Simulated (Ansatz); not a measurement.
## A series in volume scale on Ti

Results calculated with Ansatz 0.2.0, not measured. Free energy against uniform scaling of the volume at fixed shape and fractions; periodic cell, basis, potentials, k mesh and filling as listed.

The cell before it is scaled or strained (space group Im-3m, No. 229):
```
cell vectors (Å)
  -1.6410     1.6410     1.6410
   1.6410    -1.6410     1.6410
   1.6410     1.6410    -1.6410
atoms (fractions of the cell vectors)
Ti  0.00000  0.00000  0.00000
```

Settings of every row: functional PBEsol; dispersion none; potentials PAW; wave cutoff 450 eV; density cutoff 1800 eV; k mesh 12x12x12; k shift 0x0x0; occupations cold; smearing width 0.1 eV; spin none.

Limits: coarse k mesh, up to 40 meV an atom off.

```
row  volume scale  V (Å³/atom)  energy above lowest point (meV/atom)
  1          0.88       15.555                                  20.7
  2          0.92       16.262                                     0
  3          0.96       16.969                                   3.1
  4             1       17.676                                     ?
  5          1.04       18.383                                    64
  6          1.08        19.09                                 115.2
  7          1.12       19.797                                 176.9
```

Question: what energy above lowest point should row 4 give?

Worked fit of energy above lowest point. Take u = (V_r/V)^(2/3) − 1 with V_r = 17.676 Å³ an atom, which is twice the finite (Eulerian) strain; such expansions in the strain, on which the Birch-Murnaghan equation of state is built, carry the rest volume and the bulk modulus. The shown rows have u = 0.08895, 0.05716, 0.02759, -0.02581, -0.05001, -0.07277. Least squares give energy above lowest point = 25.65 − 1161.6 × u + 12525 × u² − 1020 × u³ meV/atom; a parabola predicts inner rows, each left out in turn, worse (root mean square 0.18 against 0.025 meV/atom). All shown rows lie on it to the printed digit. Its lowest point lies at u = 0.0466, or V = 16.51 Å³ an atom, and the curvature there gives the bulk modulus at fixed shape and fractions, B = (4/9)(1 + u)² E″(u)/V = 117 GPa. The withheld row has u = 0, so the fit gives 25.65 − 1161.6 × (0) + 12525 × (0)² − 1020 × (0)³ = 25.6 meV/atom.

The calculation gave 25.7 meV/atom. The fit lies 0.1 meV/atom (0.057 % of the column's range) below it, one unit of the last digit.
